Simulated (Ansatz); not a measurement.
## AlO2: pressure and energy above lowest point against volume per atom

Results calculated with Ansatz 0.2.0 development build, not measured. Equation of state of a cubic crystal from periodic Kohn-Sham density functional theory without spin; pressure corrected for the finite basis.

Cell of the first row (space group Fm-3m, No. 225):
```
CELL_PARAMETERS angstrom
0.00000 2.29570 2.29570
2.29570 0.00000 2.29570
2.29570 2.29570 0.00000
ATOMIC_POSITIONS crystal
Al 0.00000 0.00000 0.00000
O 0.25000 0.25000 0.25000
O 0.75000 0.75000 0.75000
```

Settings of every row: formula AlO2; structure type fluorite; functional r2SCAN; spin treatment none; k mesh 12x12x12; occupation method fermi-dirac; occupation width 0.1 eV; wave cutoff 500 eV; datasets soft-1 PAW; density cutoff ratio 4.

Limits: a cubic model structure, not a phase known at ambient conditions; modest k-mesh, values are not fully converged in k.

```csv
row,volume per atom (Å³),pressure (GPa),energy above lowest point (meV/atom)
1,8.066,13.373,16.54
2,8.329,4.773,1.82
3,8.592,-2.591,0
4,8.855,?,?
5,9.118,-14.263,28.67
```

Question: what pressure and energy above lowest point should row 4 give?

Worked fit of pressure. Take u = (V_r/V)^(2/3) − 1 with V_r = 8.4605 Å³ an atom, which is twice the finite (Eulerian) strain; such expansions in the strain, on which the Birch-Murnaghan equation of state is built, carry the rest volume and the bulk modulus. The shown rows have u = 0.03235, 0.0105, -0.01023, -0.04867. Least squares give pressure = 0.9488 + 355.462 × u + 882.03 × u² GPa; a straight line predicts inner rows, each left out in turn, worse (root mean square 0.91 against 0.011 GPa). The rows lie off it by 0.002, -0.005, 0.004, -0.001 (root mean square 0.0034 GPa). The pressure vanishes at u = -0.0027, or V = 8.495 Å³ an atom, and there the bulk modulus at fixed shape and fractions is B = −V dP/dV = (2/3)(1 + u) dP/du = 233 GPa. The withheld row has u = -0.02993, so the fit gives 0.9488 + 355.462 × (-0.02993) + 882.03 × (-0.02993)² = -8.900 GPa.

The calculation gave -8.882 GPa. The fit lies 0.018 GPa (0.065 % of the column's range) below it; its largest miss of a shown row is 0.005 GPa.

Worked fit of energy above lowest point. Take u = (V_r/V)^(2/3) − 1 with V_r = 8.4605 Å³ an atom, which is twice the finite (Eulerian) strain; such expansions in the strain, on which the Birch-Murnaghan equation of state is built, carry the rest volume and the bulk modulus. The shown rows have u = 0.03235, 0.0105, -0.01023, -0.04867. Least squares give energy above lowest point = −0.609 + 78.72 × u + 13973.8 × u² meV/atom; a straight line predicts inner rows, each left out in turn, worse (root mean square 14 against 0.12 meV/atom). The rows lie off it by -0.02, 0.06, -0.05, 0.01 (root mean square 0.041 meV/atom). Its lowest point lies at u = -0.0028, or V = 8.496 Å³ an atom, and the curvature there gives the bulk modulus at fixed shape and fractions, B = (4/9)(1 + u)² E″(u)/V = 233 GPa. The withheld row has u = -0.02993, so the fit gives −0.609 + 78.72 × (-0.02993) + 13973.8 × (-0.02993)² = 9.55 meV/atom.

The calculation gave 9.55 meV/atom. The fit meets it to the printed digit.
